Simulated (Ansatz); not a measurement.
## A substitution series on Si: NH2 to Cl

Gas-phase molecules. On one Si centre that keeps OH, n of the NH2 ligands are replaced by Cl. The HOMO–LUMO gap y in eV at wB97X-V/def2-TZVPP. Shapes: PBE0-D4/def2-TZVP. Flexible molecules stand in one conformer, not always the lowest. Programs: Ansatz 0.2.0.

```
      molecule  n  y (eV)
  Si(NH2)3(OH)  0   11.92
Si(NH2)2(OH)Cl  1       ?
Si(NH2)(OH)Cl2  2   13.06
     Si(OH)Cl3  3   13.91
```

Q: Fit y = c + s·n to the known rows and predict Si(NH2)2(OH)Cl.

A: 
1. Means of the 3 rows: n = 1.66667, y = 12.963.
2. Σ(Δn)² = 4.6667, Σ(Δn·Δy) = 3.0333, so the slope is 3.0333/4.6667 = 0.64999.
3. Intercept: 12.963 − (0.64999) × 1.66667 = 11.880. The largest residual of the fit is 0.12.
4. Si(NH2)2(OH)Cl: 11.880 + (0.64999) × 1 = 12.53 eV.

The run gave 12.83 eV, so the prediction is off by -0.30 eV, more than the largest residual. The steps per swap are uneven (+0.91, +0.23, +0.85), so a line is a poor model. Other levels give for Si(NH2)2(OH)Cl: PBE-D4/def2-TZVPP 6.11; PBE0-D4/def2-TZVPP 8.46 eV. Orbital gaps aren't excitation energies, and the LUMO depends on the basis.

The gap widens with every replacement of NH2 by Cl, from 11.92 eV in Si(NH2)3(OH) to 13.91 eV in Si(OH)Cl3. The main reason is probably a deepening HOMO: amino nitrogen lone pairs are more easily ionised than chlorine 3p or hydroxyl oxygen lone pairs, and chlorine's inductive pull stabilises the occupied levels that remain. Lower-lying Si–Cl antibonding character in the LUMO would work against this, so the widening suggests that the occupied side dominates.

The last step, +0.85 eV, fits the loss of the final nitrogen donor, after which the HOMO must reside mainly on chlorine and oxygen. The small middle step suggests that one remaining amino group still sets the HOMO, while the large first step may reflect weaker mixing among the nitrogen lone pairs, which depends on their orientation. The much smaller PBE and PBE0 gaps for the monochloride probably reflect their smaller share of long-range exact exchange. Without separate frontier-orbital energies, the gaps cannot apportion each step between HOMO and LUMO.
